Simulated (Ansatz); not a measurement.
## Pb: pressure and energy change per atom as volume scale varies

All results are calculated (Ansatz 0.2.0). Plane-wave DFT, scalar-relativistic PAW made under PBE with cores redone for the functional, no dispersion; the given relaxed cell is scaled uniformly, energy at zero smearing counts from the unscaled cell, pressure at the given Fermi-Dirac smearing is positive in compression.

The cell before it is scaled or strained (space group Pm-3m, No. 221):
```
Pb
1.0
      3.1808     0.0000     0.0000
      0.0000     3.1808     0.0000
      0.0000     0.0000     3.1808
Pb
1
Direct
  0.00000 0.00000 0.00000
```

Settings of every row: spin polarised no; functional PBEsol; wave cutoff 420 eV; smearing width 0.1 eV; k mesh 11x11x11.

Atom starting moment: 0 on all atoms.

Limits: no spin-orbit coupling, which can matter with elements this heavy; the cell comes from a prototype or a list of computed structures and needn't be the stable phase.

| row | volume scale | V (Å³/atom) | pressure (GPa) | energy change per atom (meV) |
| --- | --- | --- | --- | --- |
| 1 | 0.88 | 28.32 | 7.8 | 83.71 |
| 2 | 0.92 | 29.607 | 4.64 | 34.84 |
| 3 | 0.96 | 30.894 | 2.15 | 8.54 |
| 4 | 1.04 | 33.469 | ? | ? |
| 5 | 1.08 | 34.756 | -2.58 | 22.06 |
| 6 | 1.12 | 36.044 | -3.55 | 47.38 |

Question: what pressure and energy change per atom should row 4 give?

Worked fit of pressure. Take u = (V_r/V)^(2/3) − 1 with V_r = 30.894 Å³ an atom, which is twice the finite (Eulerian) strain; such expansions in the strain, on which the Birch-Murnaghan equation of state is built, carry the rest volume and the bulk modulus. The shown rows have u = 0.05971, 0.02877, 0, -0.07552, -0.09768. Least squares give pressure = 2.155 + 80.56 × u + 229.7 × u² GPa; a straight line predicts inner rows, each left out in turn, worse (root mean square 0.61 against 0.044 GPa). The rows lie off it by 0.02, -0.02, 0.00, 0.04, -0.03. The pressure vanishes at u = -0.0292, or V = 32.3 Å³ an atom, and there the bulk modulus at fixed shape and fractions is B = −V dP/dV = (2/3)(1 + u) dP/du = 43.5 GPa. The withheld row has u = -0.05197, so the fit gives 2.155 + 80.56 × (-0.05197) + 229.7 × (-0.05197)² = -1.41 GPa.

The calculation gave -1.36 GPa. The fit lies 0.05 GPa (3.7 % of the value, 0.44 % of the column's range) below it; its largest miss of a shown row is 0.04 GPa.

Worked fit of energy change per atom. Take u = (V_r/V)^(2/3) − 1 with V_r = 30.894 Å³ an atom, which is twice the finite (Eulerian) strain; such expansions in the strain, on which the Birch-Murnaghan equation of state is built, carry the rest volume and the bulk modulus. The shown rows have u = 0.05971, 0.02877, 0, -0.07552, -0.09768. Least squares give energy change per atom = 8.599 + 625.1 × u + 10515.2 × u² meV; a straight line predicts inner rows, each left out in turn, worse (root mean square 28 against 0.8 meV). The rows lie off it by 0.30, -0.45, -0.06, 0.70, -0.49 (root mean square 0.45 meV). The withheld row has u = -0.05197, so the fit gives 8.599 + 625.1 × (-0.05197) + 10515.2 × (-0.05197)² = 4.51 meV.

The calculation gave 5.49 meV. The fit lies 0.98 meV (18 % of the value, 1.3 % of the column's range) below it; its largest miss of a shown row is 0.70 meV.
